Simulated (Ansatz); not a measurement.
## A series in volume scale on Ir

Results calculated with Ansatz 0.2.0, not measured. Periodic Kohn-Sham DFT of a crystal at fixed atoms, scaled to volume_scale times the given cell; pressure positive in compression, energy less spherical unpolarised free atoms, largest_vzz the field gradient of largest size among the nuclei.

The cell before it is scaled or strained (space group Fm-3m, No. 225):
```
cell vectors (Å)
   0.0000     1.9197     1.9197
   1.9197     0.0000     1.9197
   1.9197     1.9197     0.0000
atoms (fractions of the cell vectors)
Ir  0.00000  0.00000  0.00000
```

Settings of every row: method frozen-core PAW; functional PBEsol; relativity scalar; k mesh 18x18x18; filling fermi-dirac; smearing width 0.05 eV; wave cutoff 420 eV; paw set soft_2.

Atom start moment: 0 on all atoms.

Limits: PAW files made with PBE; no spin-orbit coupling on heavy atoms.

```csv
row,volume scale,V (Å³/atom),pressure (GPa)
1,0.94,13.3,24.315
2,0.96,13.583,14.208
3,0.98,13.866,5.249
4,0.99,14.008,1.162
5,1,14.149,-2.687
6,1.01,14.291,-6.305
7,1.02,14.432,-9.711
8,1.04,14.715,?
9,1.06,14.998,-21.412
```

Question: what pressure should row 8 give?

Worked fit of pressure. Take u = (V_r/V)^(2/3) − 1 with V_r = 14.078 Å³ an atom, which is twice the finite (Eulerian) strain; such expansions in the strain, on which the Birch-Murnaghan equation of state is built, carry the rest volume and the bulk modulus. The shown rows have u = 0.03863, 0.02415, 0.01017, 0.00333, -0.00335, -0.00996, -0.01642, -0.04132. Least squares give pressure = −0.7797 + 574.027 × u + 1884.5 × u² + 1863 × u³ GPa; a parabola predicts inner rows, each left out in turn, worse (root mean square 0.03 against 0.0091 GPa). The rows lie off it by 0.000, 0.000, -0.006, 0.009, -0.005, 0.007, -0.006, 0.000 (root mean square 0.0053 GPa). The pressure vanishes at u = 0.0014, or V = 14.05 Å³ an atom, and there the bulk modulus at fixed shape and fractions is B = −V dP/dV = (2/3)(1 + u) dP/du = 387 GPa. The withheld row has u = -0.02907, so the fit gives −0.7797 + 574.027 × (-0.02907) + 1884.5 × (-0.02907)² + 1863 × (-0.02907)³ = -15.920 GPa.

The calculation gave -15.923 GPa. The fit lies 0.003 GPa (0.0066 % of the column's range) above it; its largest miss of a shown row is 0.009 GPa.
